## Question: does the strain response of a gap depend on the functional?

I have gaps of a cubic tin chloride perovskite strained in its plane, from three functionals. The starting gaps differ a lot, and the changes of the band gap don't agree well either. Can I take a strain shift from one functional and add it to the gap of another? As a test I've covered the results of two rows. What would you put in their place, and how sure would you be?

NaSnCl3, 5 atoms in the cell, built as cubic perovskite, space group Pm-3m (221), conventional a = 5.528 Å, 33.79 Å³ an atom. Both in-plane edges are strained by the same percentage, and the cell relaxes along the normal (strain kind epitaxial xy). Ansatz 0.2.0, plane-wave PAW, no spin polarisation, cells relaxed with r2SCAN. K mesh: 4×4×4 for HSE06, 6×6×6 for PBE and r2SCAN.

```
functional  strain (%)  band gap (eV)  band gap change (eV)  least direct gap change (eV)  gap kind  energy rise per atom (meV)
     HSE06          -4          0.458                -0.725                        -0.818    direct                        28.7
     HSE06         1.5              ?                     ?                             ?         ?                           ?
       PBE          -4              ?                     ?                             ?         ?                           ?
       PBE         1.5          0.811                 0.193                         0.085  indirect                         0.5
    r2SCAN          -4          0.143                -0.803                        -0.803    direct                        22.0
    r2SCAN         1.5          1.039                 0.092                         0.092    direct                         3.6
```

## Answer

Follow the least direct gap, the smallest step from a filled to an empty level at the same crystal momentum. Its changes nearly agree wherever two functionals can be compared: −0.818 and −0.803 eV at −4 %, 0.085 and 0.092 eV at +1.5 %. The band gap may instead join edges at two different momenta, and then its change also contains any shift between those momenta.

**Why the direct gap moves.** In cubic tin halide perovskites the top of the valence band is an antibonding mixture of Sn s and Cl p orbitals. Shorter Sn–Cl bonds strengthen the mixing and push this level up. The empty level across the direct gap is mainly Sn p and follows less strongly, so compression narrows the gap and tension widens it. This is standard chemistry, and the signs in the table fit it.

In-plane strain also makes the crystal tetragonal. The three Sn p orbitals, equal in energy in the cube, then split, and the lowest of them becomes the upper edge of the direct gap. That lowers the gap for either sign of strain: it helps compression to close the gap and hinders tension in opening it. The r2SCAN gap indeed changes by 0.20 eV per % in compression but only 0.06 eV per % in tension. In the r2SCAN runs the valence edge moves nearly as far per % in tension as in compression, while the conduction edge moves more than twice as far per % in tension. The lopsidedness thus sits mainly in the conduction edge, as the splitting would have it. Levels of different cells share no exact zero of energy, so this supports the cause without proving it.

**Why the functional matters less.** At a given strain all three functionals use the same atomic positions, so the bonds change by the same amount. The functional mainly decides how far apart the filled and empty levels start. This suggests a simple rule,

$$E_\mathrm{dir}(f,\varepsilon)\approx E_\mathrm{dir}(f,0)+D(\varepsilon),$$

where $E_\mathrm{dir}$ is the least direct gap, $f$ the functional, $\varepsilon$ the strain and $D$ a shift common to all functionals. I fitted one $D$ for each strain to the four known rows; the covered rows took no part.

**HSE06 at +1.5 %.** At −4 % the HSE06 gap is direct, so the unstrained direct gap is 0.458 + 0.818 = 1.276 eV. The mean shift in tension is 0.0885 eV, which gives a direct gap of about 1.36 eV.

The unstrained HSE06 band gap is 0.458 + 0.725 = 1.183 eV, or 0.093 eV below the direct one. In PBE the same tension shrinks this offset by 0.193 − 0.085 = 0.108 eV. I therefore expect the HSE06 offset to vanish almost entirely, and leave open whether the gap will be labelled direct or indirect.

**PBE at −4 %.** The direct gap at +1.5 % can't be smaller than the band gap, so the unstrained direct gap is at least 0.811 − 0.085 = 0.726 eV. The common shift in compression, −0.81 eV, is larger than this bound. If the true direct gap lies near the bound, the gap closes, and that is my forecast. Since a direct gap can't fall below zero, I replace the raw shift by −0.73 eV. If the levels swap order, a coarse k mesh may still show a small gap.

**Energy.** The cell was relaxed with r2SCAN, so the other functionals start under stress. To the r2SCAN energy rise I add a term proportional to strain, with its slope taken from the one known row of each functional. For PBE the slope is (0.5 − 3.6)/1.5 = −2.07 meV per atom and %.

| Forecast | HSE06, +1.5 % | PBE, −4 % |
|---|---|---|
| band gap (eV) | 1.36 (1.25 to 1.39) | 0 (0 to 0.10) |
| band gap change (eV) | 0.18 (0.07 to 0.21) | −0.62 (−0.62 to −0.52) |
| least direct gap change (eV) | 0.09 (0.07 to 0.11) | −0.73 (−0.82 to −0.63) |
| energy rise (meV per atom) | 1.1 (0 to 2.5) | 30 (25 to 35) |

The ranges are my judgement of how far the functionals may differ. Now uncover the rows.

The withheld rows as computed:

```
functional  strain (%)  band gap (eV)  band gap change (eV)  least direct gap change (eV)  gap kind  energy rise per atom (meV)
     HSE06         1.5          1.379                 0.197                         0.104    direct                         1.4
       PBE          -4          0.008                -0.610                        -0.747  indirect                        30.1
```

**What held.** All eight values lie within their ranges. The HSE06 band gap came out 0.014 eV above the forecast, because the direct gap opened a little more than the common shift allows. The offset did vanish: the direct gap is 1.276 + 0.104 = 1.380 eV, the same as the band gap to about a millielectronvolt. The levels show where it came from. The top of the valence band lies at R, the corner of the Brillouin zone, in all three functionals. In the unstrained cube the lowest empty level is also at R in r2SCAN, but at the zone centre Γ in HSE06 and PBE. In HSE06 the level at Γ is a single one, so it can't be one of the three Sn p levels, which are equal in energy in the cube. Tension brings the lowest Sn p level at R below it.

The energy forecasts missed by 0.3 meV per atom for HSE06 and 0.2 for PBE. Both slopes are negative, which means that these functionals favour a wider cell than r2SCAN does. The energy rises therefore shouldn't be read as stiffnesses.

**Where the rule strains.** The PBE gap is closed for practical purposes, since 0.008 eV is well below the thermal energy at room temperature. Yet the uncorrected common shift overshoots the computed direct change by 0.06 eV; only the floor at zero brought the forecast within 0.02 eV. That was partly luck. The PBE gap at +1.5 % is indirect, so the bound I used lies below the true unstrained direct gap, 0.78 eV. From that value the floor would have missed by 0.03 eV.

As for the overshoot, either PBE responds more weakly to compression, or its levels have already met and swapped. A swap would save the rule, since the change would then be −0.78 − 0.03 = −0.81 eV, just the common shift. The band edges favour the weaker response, though. Read without a swap, the PBE valence edge moves about 4 % less than the r2SCAN one at both strains, while the conduction edges at R move nearly alike. A swap would spoil both matches.

**So, does it depend on the functional?** For the direct gap, only modestly. At both strains the change is smallest in PBE and largest in HSE06, with a spread of about 0.02 eV in tension and 0.07 eV in compression. The band gap change in tension, by contrast, runs from 0.092 eV in r2SCAN to 0.197 eV in HSE06, mostly because the HSE06 offset disappears.

For this crystal you can thus add a direct-gap shift from one functional to the direct gap of another, with an error of up to about 0.07 eV at −4 %, as long as the sum stays well above zero. Near closure the result needs its own calculation, with spin–orbit coupling included. That coupling, absent here, lowers the gap of cubic tin halide perovskites by some tenths of an eV. It also competes with the tetragonal splitting of the Sn p levels, so I'd expect it to change the strain shifts themselves. The enforced symmetry also forbids tilts of the SnCl₆ octahedra, which usually widen the gap, and the cubic cell is a hypothetical one that need not be stable. The HSE06 runs carry a warning of loosely converged stress; the cells were fixed beforehand, so this stress didn't shape them. The printed analysis below gives the fit and the misses of the band gaps, the direct gap changes and the energy rises.

The analysis program printed:

```
fit of least_direct_gap_change on 4 rows: constant 0.0885 +/- 0.0059, coefficient of comp -0.899 +/- 0.0083; rms 0.00585, worst HSE06 0.0075, leave-one-out rms 0.0117
  rows outside the fit (model, value, miss): HSE06 0.0885, 0.104, -0.0155; PBE -0.8105, -0.747, -0.0635
HSE06 unstrained band gap (eV): 1.183
PBE unstrained band gap (eV): 0.618
HSE06 unstrained least direct gap (eV): 1.276
PBE unstrained least direct gap, lower bound (eV): 0.726
HSE06 unstrained direct gap less band gap (eV): 0.093
PBE loss of that offset from 0 to +1.5 % (eV): 0.108
PBE -4 % lower bound plus carried shift, before the floor at zero (eV): -0.0845
r2SCAN gap change per % of strain, compression (eV): 0.2008
r2SCAN gap change per % of strain, tension (eV): 0.06133
HSE06 linear energy term (meV per atom per %): -1.675
PBE linear energy term (meV per atom per %): -2.067
HSE06 +1.5 % band gap forecast, range 1.25 to 1.39 (eV): 1.365
HSE06 +1.5 % band gap computed (eV): 1.379
HSE06 +1.5 % band gap miss, forecast less computed (eV): -0.0145
HSE06 +1.5 % band gap change forecast, range 0.07 to 0.21 (eV): 0.1815
PBE -4 % band gap forecast, range 0 to 0.10 (eV): 0
PBE -4 % band gap computed (eV): 0.008
PBE -4 % band gap miss, forecast less computed (eV): -0.008
PBE -4 % band gap change forecast, range -0.62 to -0.52 (eV): -0.618
PBE -4 % least direct gap change forecast, range -0.82 to -0.63 (eV): -0.726
PBE -4 % least direct gap change computed (eV): -0.747
PBE -4 % least direct gap change miss, forecast less computed (eV): 0.021
HSE06 +1.5 % energy rise forecast, range 0 to 2.5 (meV per atom): 1.088
HSE06 +1.5 % energy rise computed (meV per atom): 1.4
HSE06 +1.5 % energy rise miss, forecast less computed (meV per atom): -0.3125
PBE -4 % energy rise forecast, range 25 to 35 (meV per atom): 30.27
PBE -4 % energy rise computed (meV per atom): 30.1
PBE -4 % energy rise miss, forecast less computed (meV per atom): 0.1667
```
